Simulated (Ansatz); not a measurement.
Hf5Pb: energy above lowest point against volume scale

Free energy against uniform scaling of the volume at fixed shape and fractions; periodic cell, basis, potentials, k mesh and filling as listed. The results are calculated, by Ansatz 0.2.0.

The cell before it is scaled or strained (space group P4/mmm, No. 123):
```
CELL_PARAMETERS angstrom
3.18660 0.00000 0.00000
0.00000 3.18660 0.00000
0.00000 0.00000 13.49850
ATOMIC_POSITIONS crystal
Hf 0.50000 0.50000 0.33448
Hf 0.50000 0.50000 0.66552
Hf 0.00000 0.00000 0.17599
Hf 0.00000 0.00000 0.82401
Hf 0.00000 0.00000 0.50000
Pb 0.50000 0.50000 0.00000
```

Settings of every row: functional PBEsol; dispersion none; potentials PAW; wave cutoff 510 eV; density cutoff 2040 eV; k mesh 7x7x2; k shift 0x0x0; occupations gaussian; smearing width 0.1 eV; spin none.

Limits: coarse k mesh, up to 40 meV an atom off; no spin-orbit coupling, which can matter with elements this heavy; the cell comes from a prototype or a list of computed structures and needn't be the stable phase.

```
row  volume scale  V (Å³/atom)  energy above lowest point (meV/atom)
  1           0.9        20.56                                  46.8
  2         0.925       21.132                                  19.5
  3          0.95       21.703                                   4.3
  4         0.975       22.274                                     0
  5             1       22.845                                   5.3
  6         1.025       23.416                                     ?
  7          1.05       23.987                                  40.7
  8         1.075       24.558                                  68.9
  9           1.1       25.129                                 103.2
```

Question: what energy above lowest point should row 6 give?

Worked fit of energy above lowest point. Take u = (V_r/V)^(2/3) − 1 with V_r = 22.559 Å³ an atom, which is twice the finite (Eulerian) strain; such expansions in the strain, on which the Birch-Murnaghan equation of state is built, carry the rest volume and the bulk modulus. The shown rows have u = 0.06381, 0.04453, 0.02612, 0.00851, -0.00836, -0.04009, -0.05503, -0.0694. Least squares give energy above lowest point = 1.53 − 316.8 × u + 16307 × u² − 3425 × u³ meV/atom; a parabola predicts inner rows, each left out in turn, worse (root mean square 0.24 against 0.049 meV/atom). All shown rows lie on it to the printed digit. Its lowest point lies at u = 0.0097, or V = 22.23 Å³ an atom, and the curvature there gives the bulk modulus at fixed shape and fractions, B = (4/9)(1 + u)² E″(u)/V = 106 GPa. Letting shape and atoms relax would as a rule lower it, by much in layered, chain or molecular crystals. The withheld row has u = -0.02455, so the fit gives 1.53 − 316.8 × (-0.02455) + 16307 × (-0.02455)² − 3425 × (-0.02455)³ = 19.2 meV/atom.

The calculation gave 19.2 meV/atom. The fit meets it to the printed digit.
